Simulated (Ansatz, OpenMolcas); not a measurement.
A ladder of methods for C3H10OSi (trimethylsilanol)

C3H10OSi has 15 atoms, charge 0, and is taken as a singlet. As SMILES, `C[Si](C)(C)O`. Geometry: relaxed at PBE0-D4/def2-TZVP. This is one conformer, not always the lowest.

Quantity: the vertical ionisation energy (to the doublet cation), in eV. The values are calculated.

| level | kind | program | value (eV) | CPU time (all runs) |
| --- | --- | --- | --- | --- |
| HF/6-31G* (spherical functions) | Hartree–Fock | Ansatz | 9.90 | 35 s |
| SVWN5/6-31G* (spherical functions) | LDA | Ansatz | 9.44 | 31 s |
| revPBE/6-31G* (spherical functions) | GGA | Ansatz | 9.29 | 53 s |
| r2SCAN/6-31G* (spherical functions) | meta-GGA | Ansatz | 9.58 | 1.9 min |
| M06-2X/6-31G* (spherical functions) | hybrid meta-GGA | OpenMolcas | 10.14 | 5.5 min |
| wB97X/6-31G* (spherical functions) | range-separated hybrid | Ansatz | 10.11 | 4.1 min |
| PBE-QIDH/6-31G* (spherical functions) | double hybrid | Ansatz | 10.15 | 91 s |
| RPA@PBE0/6-31G* (spherical functions) | RPA | Ansatz | 9.74 | 90 s |
| CCSD(T)/6-31G* (spherical functions) | coupled cluster or CI | Ansatz | 9.95 | 4.9 min |

The values span 9.29 to 10.15 eV. The coupled-cluster rows rest on a doubtful reference here (large T1 or Brueckner and Hartree–Fock orbitals at odds), and rows may lie in different states. Times are those of the runs behind each value, whatever else they computed, on shared processors of several kinds: orders of magnitude only.

The three semilocal functionals give the lowest ionisation energies, from 9.29 eV with revPBE to 9.58 eV with r2SCAN, while the hybrids and the double hybrid cluster between 10.11 and 10.15 eV. Exact exchange alone doesn't set the order, since Hartree–Fock falls below that cluster at 9.90 eV. The pattern probably reflects a balance between too delocalised a hole in the semilocal functionals and the missing pair correlation in Hartree–Fock, which is greater in the neutral molecule than in the cation.

Chemically, the electron can come from an oxygen lone pair or from the Si–C σ framework. Silicon's low electronegativity raises the σ levels towards the lone pair, and the two can mix, so the character of the hole is likely to be sensitive to the method. The close agreement within the hybrid group therefore doesn't establish accuracy, nor does it identify the ionised orbital. The adiabatic threshold could lie appreciably lower if the cation relaxes by stretching a Si–C bond.
